Appendix. First-order perturbation of a planar crack front

A.1 Premises and conventions

The crack lies in the plane y = 0 and occupies x < a(z). The ligament is x > a(z), and z runs along the mean front. The premises are:
(i) the solid is infinite, homogeneous, isotropic and linear elastic, with Young's modulus E, Poisson's ratio ν, μ = E/[2(1+ν)] and E′ = E/(1−ν²);
(ii) the loads are forces fixed in space, independent of z and mirror-symmetric about y = 0, so the front is in pure mode I;
(iii) the crack stays in its plane, the faces do not touch, and inertia is negligible;
(iv) a(z) = a₀ + εA(z), and terms of order ε² are dropped.
K is defined by σ_yy → K/√(2πr) at distance r ahead of the front. K₀(a) is its value for a straight front at x = a under the same loads. By superposition (Bueckner), the loads are replaced by a pressure p(x) on the faces, equal to the stress σ_yy that they produce on y = 0 in the uncracked body. The function p is fixed in space, does not depend on a, and is taken to be smooth near the front.

A.2 Reduction to one harmonic function

Mirror symmetry makes σ_xy and σ_zy vanish on the ligament, and on the faces they vanish because only a pressure acts. It is enough to treat y > 0 with a shear-free boundary. For any harmonic F (subscripts on F are derivatives) take

2μu_x = (1−2ν)F_x + yF_xy, 2μu_z = (1−2ν)F_z + yF_zy, 2μu_y = −2(1−ν)F_y + yF_yy. (A1)

Using F_xx + F_zz = −F_yy gives 2μ div u = −2(1−2ν)F_yy, and ∇²(yg) = 2g_y for harmonic g gives 2μ∇²u = 2∇F_yy. The equilibrium equation ∇²u + ∇(div u)/(1−2ν) = 0 therefore holds. Hooke's law gives σ_xy = yF_xyy, σ_zy = yF_zyy and σ_yy = −F_yy + yF_yyy, so the boundary is free of shear. With Φ = −F_y, which is harmonic, the values on y = 0⁺ are

u_y = 2Φ/E′, σ_yy = ∂Φ/∂y, (A2)

since (1−ν)/μ = 2/E′. The elastic problem becomes: ∇²Φ = 0 in y > 0, Φ = 0 on the ligament, ∂Φ/∂y = −p on the faces. No elastic constant appears in it, so none can appear in δK/K.

Let ζ = (x − a) + iy = r e^{iθ}, with θ = 0 on the ligament and θ = π on the upper face. Finite energy allows near the front Φ ≈ C Im ζ^{1/2} = C√r sin(θ/2). On the ligament ∂Φ/∂y = (1/r)∂Φ/∂θ = C/(2√r), so

C = K√(2/π), δK/K = δC/C. (A3)

A.3 Shift of a straight front

Let Φ₀(x, y; a) solve the problem for a straight front, with coefficient C₀(a). At a fixed point off the front, ∂Φ₀/∂a is harmonic, vanishes on θ = 0, has zero normal derivative on θ = π because p does not depend on a, and decays at infinity. Its singularity follows from ∂ζ/∂a = −1: ∂(Im ζ^{1/2})/∂a = −½ Im ζ^{−1/2} = sin(θ/2)/(2√r), and every other term of the near-front series gives a bounded derivative. The boundary conditions select the angular functions sin[(n+½)θ], with radial factors r^{±(n+½)}. Decay removes the positive powers, and the known singularity removes n ≥ 1. Hence, everywhere,

∂Φ₀/∂a = (C₀/2) sin(θ/2)/√r. (A4)

An explicit case confirms this. For line forces P per unit length opening the faces at x = 0, Φ₀ = (P/π) ln|(√a − i√ζ)/(√a + i√ζ)|. On the face at s = a − x behind the front, with 0 < x < a, it equals (P/π)[2 ln(√a + √s) − ln x]. Small s gives C₀ = 2P/(π√a), and the a-derivative at fixed x is P/(π√(as)) = C₀/(2√s), as (A4) requires. Here K₀ = P√(2/(πa)) and K₀′/K₀ = −1/(2a), with K₀′ = dK₀/da.

A.4 Wavy front

Take A(z) = cos kz and write Φ = Φ₀(x, y; a₀) + εΦ₁ at points with r ≫ ε, with r and θ measured from x = a₀. Φ₁ is harmonic, obeys the same homogeneous boundary conditions as ∂Φ₀/∂a, and decays. Near the actual front Φ ≈ [C₀ + O(ε)] Im(ζ − εA)^{1/2}, because the tilt of the front changes the normal distance only at order ε². Expanding in ε fixes the singularity:

Φ₁ → (C₀A/2) sin(θ/2)/√r as r → 0. (A5)

With Φ₁ = f(r, θ) cos kz, Laplace's equation reads f_rr + f_r/r + f_θθ/r² = k²f. The separated solutions are sin[(n+½)θ] times the modified Bessel functions I_{n+½}(|k|r) or K_{n+½}(|k|r). The I functions grow and are excluded. K_{n+½} diverges as r^{−n−½}, so (A5) leaves n = 0, for which K_{½}(t) = √(π/(2t)) e^{−t}. Therefore

Φ₁ = (C₀A/2) e^{−|k|r} sin(θ/2)/√r. (A6)

The expansion in ε is not uniform at r → 0. It becomes uniform when the straight-front solution placed at the local position a(z) is split off. To first order Φ₀(x, y; a₀ + εA) = Φ₀(x, y; a₀) + εA ∂Φ₀/∂a, so by (A4) and (A6)

Φ = Φ₀(x, y; a(z)) + ε(C₀A/2)(e^{−|k|r} − 1) sin(θ/2)/√r. (A7)

The first term carries the √r coefficient C₀(a(z)) at the true front. The second is bounded, starts as −ε(|k|C₀A/2)√r sin(θ/2), and can be recentred on the true front at a cost of order ε². Adding the √r coefficients and using (A3), with δa = εA and δK = K(z) − K₀(a₀),

δK/K₀ = (K₀′/K₀ − |k|/2) δa. (A8)

The same holds for sin kz. Where the front runs ahead, K falls, and where it lags, K rises.

A.5 General front shape

For δa = cos kz′ put z′ = z + v. Then cos k(z+v) − cos kz = cos kz (cos kv − 1) − sin kz sin kv. Divided by v², the second part is odd in v, and its principal value vanishes. Integration by parts gives ∫(1 − cos kv)/v² dv = k∫(sin kv)/v dv = π|k| over the whole line. Hence

PV∫[cos kz′ − cos kz]/(z′ − z)² dz′ = −π|k| cos kz. (A9)

The factor −|k|/2 is thus the Fourier multiplier of this integral divided by 2π. By linearity, for any bounded smooth a(z),

δK(z)/K₀ = (K₀′/K₀) δa(z) + (1/2π) PV∫[a(z′) − a(z)]/(z′ − z)² dz′, (A10)

with z′ over the whole real line. This is the result of Rice (1985), applied to crack trapping by Gao and Rice (1989). Only differences of a enter the integral, so a₀ is needed only in the first term.

A.6 The front as a line with nonlocal stiffness

Irwin's relation G = K²/E′ holds locally, so δG/G₀ = 2δK/K₀. With â(k) = ∫δa e^{−ikz} dz,

δĜ(k) = −G₀(|k| − 2K₀′/K₀) â(k). (A11)

G is the force per unit length conjugate to a(z): the potential energy changes by δU = −∫G δa dz. The |k| part of (A11) then derives from U₂ = ½G₀∫|k||â|² dk/2π, which in real space is (G₀/4π)∬[a(z) − a(z′)]²/(z − z′)² dz dz′. A string of tension T has Tk² in place of G₀|k|. The front has no fixed tension: its apparent tension G₀/|k| grows with the wavelength, because by (A6) a wave disturbs the solid out to a distance 1/|k|. On a uniform interface a wave decays during growth if |k| > 2K₀′/K₀.

Let the toughness be Γ(z) = Γ̄[1 + γ(z)], with γ of zero mean and |γ| ≪ 1: stripes that run along x and are crossed by the front. A front in equilibrium has G(z) = Γ(z) everywhere. The mean gives G₀ = Γ̄, and when K₀′/K₀ is negligible

â(k) = −γ̂(k)/|k|. (A12)

For stripes of equal width and period λ, with γ = +γ₀ on 0 < z < λ/2 and −γ₀ on λ/2 < z < λ, the series is γ = (4γ₀/π) Σ sin(nk₁z)/n over odd n, with k₁ = 2π/λ. Then

δa = −(4γ₀/(πk₁)) Σ sin(nk₁z)/n², da/dz = −(2γ₀/π) ln|cot(πz/λ)|, (A13)

where Σ cos(nt)/n = ½ ln|cot(t/2)| over odd n was used. At z = λ/4 the first sum is Catalan's constant β = Σ(−1)^m/(2m+1)² = 0.9160. The front lags at the centre of a tough stripe and leads by as much at the centre of a weak one. The peak-to-peak amplitude is

Δ = 8βγ₀/(πk₁) = (4β/π²) γ₀λ = 0.3712 γ₀λ. (A14)

A.7 Range of validity

Small slope. The expansion parameter is |k δa|, of order γ₀ by (A12). The slope (A13) diverges at the stripe edges, but only logarithmically. For equal stripes, γ₀ → −γ₀ is a shift by λ/2, which reverses the sign of a(3λ/4) − a(λ/4). This difference is odd in γ₀, so the relative correction to Δ starts at order γ₀². Its coefficient is not computed here.

Sharp front. The process zone and any interlayer, such as an oxide, must be thin compared with λ.

Finite thickness and anisotropy. Both can be sized by one argument. For a body symmetric about y = 0 and uniform in x and z, a normal stress of wave vector (ξ, k) on the shear-free plane gives û_y = −2W(ξ, k) σ̂_yy, with W > 0. W is even in ξ if the planes x = const are mirror planes. By (A2), W = 1/(E′κ) in the infinite isotropic solid, with κ = √(ξ² + k²). Let s = a₀ − x and transform with e^{−ps}, so that ξ² → −p². The perturbation has u_y = 0 for s < 0 and σ_yy = 0 for s > 0, so ũ(p) is analytic for Re p > 0 and σ̃(p) for Re p < 0. Factorise W = W₊(p)W₊(−p) (Wiener–Hopf), with W₊ analytic and nonzero for Re p > 0. Then ũ(p)/W₊(p) = −2W₊(−p)σ̃(p) is entire. At large p both ũ, by (A5), and W₊ fall as p^{−1/2}, so the ratio is a constant and ũ ∝ W₊. If W₊ ∝ p^{−1/2}(1 + α/p + …), inversion gives u_y ∝ s^{−1/2}(1 + 2αs + …). The subtraction (A7) then yields, for a loading that translates with the front, δK/K₀ = [α(k) − α(0)] δa. For a positive even function m(ξ) that tends to 1, the factor is ln m₊(p) = (1/2π)∫ln m(ξ) dξ/(p − iξ), which tends to (1/2πp)∫ln m dξ. Applied to m = W(ξ, k)/W(ξ, 0), whose singularity at ξ = 0 is integrable in the logarithm, this gives

δK/K₀ = δa (1/2π)∫ln[W(ξ, k)/W(ξ, 0)] dξ. (A15)

Since ∫ln(1 + k²/ξ²) dξ = 2π|k|, W ∝ 1/κ returns −|k|/2, in agreement with (A8).

Two isotropic wafers, each of thickness h. A load of wave number κ produces plane strain in the plane that contains the wave vector. With η along the wave vector and Airy function f(y) cos κη, the stresses are σ_yy = −κ²f cos κη and σ_ηy = κf′ sin κη, and where f′ = 0 the shear-strain relation gives u_y = f‴ cos κη/(E′κ²). The function f combines cosh κy, sinh κy and y times each. Imposing f′(0) = f(h) = f′(h) = 0 gives W = M(κh)/(E′κ), with

M(q) = (sinh q cosh q + q)/(sinh²q − q²). (A16)

For q ≪ 1, M → 6/q³ and 2W = 1/(Dκ⁴), with D = E′h³/12 the plate rigidity. At k = 0, W₊ ∝ p⁻² for small p means ∂u_y/∂a ∝ s far behind the front, which is an arm under constant bending moment. For |k|h ≪ 1, W ∝ κ⁻⁴ in (A15) gives δK/K₀ = −2|k|δa: the line is four times stiffer than in (A8). For |k|h ≫ 1, ln M(κh) is exponentially small, and

δK/K₀ = −(|k|/2 + c/h) δa, c = (1/π)∫₀^∞ ln M(q) dq = 2.02. (A17)

The relative correction to the infinite-body stiffness is 2c/(|k|h) = 4.04/(|k|h). It stays below 10 % only for λ < 2πh/40.4. The term c/h is not K₀′/K₀, which vanishes under constant moment: (A4) rests on premise (i) and fails in a finite body. If the arms are loaded at a distance L ≫ h behind the front, the curvature of the arm falls as 1 − s/L. The slope of the straight-front opening then transforms as p⁻² − p⁻³/L, so W₊(p) at k = 0 is multiplied by 1 − 1/(pL), and +δa/L is added to (A17) for |k|L ≫ 1.

Cubic wafers with (001) faces and aligned axes. Now W = 1/[E′(φ)κ], with φ the angle between the wave vector and x. For a wave vector along [100] or [110] the deformation is orthotropic plane strain. With 1 along the wave vector and 2 along y, the compliances are a₁₁ = C₂₂′/Δ_C, a₂₂ = C₁₁′/Δ_C, a₁₂ = −C₁₂′/Δ_C and a₆₆ = 1/C₆₆′, with Δ_C = C₁₁′C₂₂′ − C₁₂′². The Airy function decays as exp(−m_jκy), where a₁₁m⁴ − (2a₁₂ + a₆₆)m² + a₂₂ = 0 and Re m_j > 0. The conditions f(0) = 1, f′(0) = 0 give f‴(0) = κ³m₁m₂(m₁ + m₂), and u_y = a₁₁f‴/κ², so

2/E′ = a₁₁m₁m₂(m₁ + m₂), m₁m₂ = √(a₂₂/a₁₁), (m₁ + m₂)² = (2a₁₂ + a₆₆)/a₁₁ + 2m₁m₂. (A18)

For growth along either direction E′(φ) is even in φ with period 90°. If it is approximated by its lowest harmonic, ln[E′(0)/E′(φ)] = χ sin²2φ with χ = ln[E′(0)/E′(45°)]. With t = ξ/k, sin²2φ = 4t²/(1 + t²)², whose integral over t is 2π, so (A15) gives δK/K₀ = −(|k|/2)(1 − 2χ) δa. Because E′(φ) is stationary at φ = 0, a tilted front still has δG/G₀ = 2δK/K₀ to first order.

A.8 Illustration: stripes in a bonded silicon pair

Take two (001) wafers of typical thickness h = 525 µm, opened along [110] by a blade of typical thickness t_b = 100 µm. The illustrative pattern has λ = 20 µm and γ₀ = 0.10. The mean toughness is Γ̄ = 1.0 J/m² per unit area of interface (twice the surface energy usually quoted from blade tests), a typical order for an annealed hydrophilic bond and below the typical cleavage energy of silicon of a few J/m², so the crack is taken to stay in the interface. In humid air the resistance depends on crack speed. All points of a steady front share one speed along x, so Γ̄ and γ₀ refer to that speed.

The compiled elastic constants (Oses 2018) are C₁₁ = 165.64, C₁₂ = 63.94 and C₄₄ = 79.51 GPa. Along [100], C₁₁′ = C₂₂′ = C₁₁. Along [110], C₁₁′ = (C₁₁ + C₁₂)/2 + C₄₄ = 194.30 GPa and C₂₂′ = C₁₁. In both cases C₁₂′ = C₁₂ and C₆₆′ = C₄₄. Equation (A18) gives E′ = 162.74 GPa for [100] and 166.77 GPa for [110], so K₀ = √(E′Γ̄) = 0.408 MPa√m.

Each arm is a wide cantilever of rigidity D = h³/(12a₁₁), with 1/a₁₁ = 169.6 GPa, deflected by t_b/2. The root moment per unit width is 3Dt_b/(2L²), and the two arms together release G = (moment)²/D = 3h³t_b²/(16a₁₁L⁴). Setting G = Γ̄ gives L = 14.6 mm. The inputs were chosen so that L falls in the range of 10 to 20 mm typical of such tests.

The rates that multiply δa in δK/K₀ are k₁/2 = 0.157 µm⁻¹, c/h = 0.00385 µm⁻¹ (isotropic c) and 1/L = 6.8 × 10⁻⁵ µm⁻¹. The last is negligible. The line stiffness of the fundamental, G₀k₁, is 0.31 J/m² per µm of lag. Equation (A14) gives Δ = 0.74 µm, and the slope (A13) is 0.26 in magnitude at 0.1 µm from a stripe edge and smaller further away.

The corrections are a few per cent. With k₁h = 165, the thickness term stiffens harmonic n by the factor 1 + 0.0245/n, and resumming (A13) gives Δ = 0.72 µm. At this thickness the 10 % criterion allows periods up to 82 µm. Anisotropy alone gives χ = 0.024 and a stiffness factor 0.951, hence Δ = 0.78 µm; for growth along [100] χ changes sign, the factor is 1.049 and Δ = 0.71 µm. The model's peak-to-peak amplitude is thus 0.74 µm within about 5 %. It is set by the assumed contrast and period, scales as γ₀λ, and is not a property of silicon, whose moduli enter only through these corrections.